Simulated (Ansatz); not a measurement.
A series in volume per atom on Au

All results are calculated (Ansatz 0.2.0 development build). Equation of state of a cubic crystal from periodic Kohn-Sham density functional theory without spin; pressure corrected for the finite basis.

Cell of the first row (space group Fm-3m, No. 225):
```
Au
1.0
      0.0000     2.0217     2.0217
      2.0217     0.0000     2.0217
      2.0217     2.0217     0.0000
Au
1
Direct
  0.00000 0.00000 0.00000
```

Settings of every row: formula Au; structure type fcc; functional r2SCAN; spin treatment none; k mesh 14x14x14; occupation method fermi-dirac; occupation width 0.1 eV; wave cutoff 500 eV; datasets soft-1 PAW; density cutoff ratio 4.

Limits: no spin-orbit coupling, which can matter with elements this heavy.

```
row  volume per atom (Å³)  pressure (GPa)  energy above lowest point (meV/atom)
  1                16.526          10.891                                 32.04
  2                17.065           4.555                                  6.45
  3                17.604               ?                                     ?
  4                18.143          -4.645                                  8.99
  5                18.682          -7.942                                 30.35
```

Question: what pressure should row 3 give?

Worked fit of pressure. Take u = (V_r/V)^(2/3) − 1 with V_r = 17.604 Å³ an atom, which is twice the finite (Eulerian) strain; such expansions in the strain, on which the Birch-Murnaghan equation of state is built, carry the rest volume and the bulk modulus. The shown rows have u = 0.04303, 0.02095, -0.01991, -0.03885. Least squares give pressure = −0.5504 + 225.751 × u + 925.18 × u² GPa; a straight line predicts inner rows, each left out in turn, worse (root mean square 0.9 against 0.08 GPa). The rows lie off it by 0.014, -0.030, 0.033, -0.018 (root mean square 0.025 GPa). The pressure vanishes at u = 0.0024, or V = 17.54 Å³ an atom, and there the bulk modulus at fixed shape and fractions is B = −V dP/dV = (2/3)(1 + u) dP/du = 154 GPa. The withheld row has u = 0, so the fit gives −0.5504 + 225.751 × (0) + 925.18 × (0)² = -0.550 GPa.

The calculation gave -0.545 GPa. The fit lies 0.005 GPa (0.027 % of the column's range) below it; its largest miss of a shown row is 0.033 GPa.

The other values of row 3: energy above lowest point 0 meV/atom.
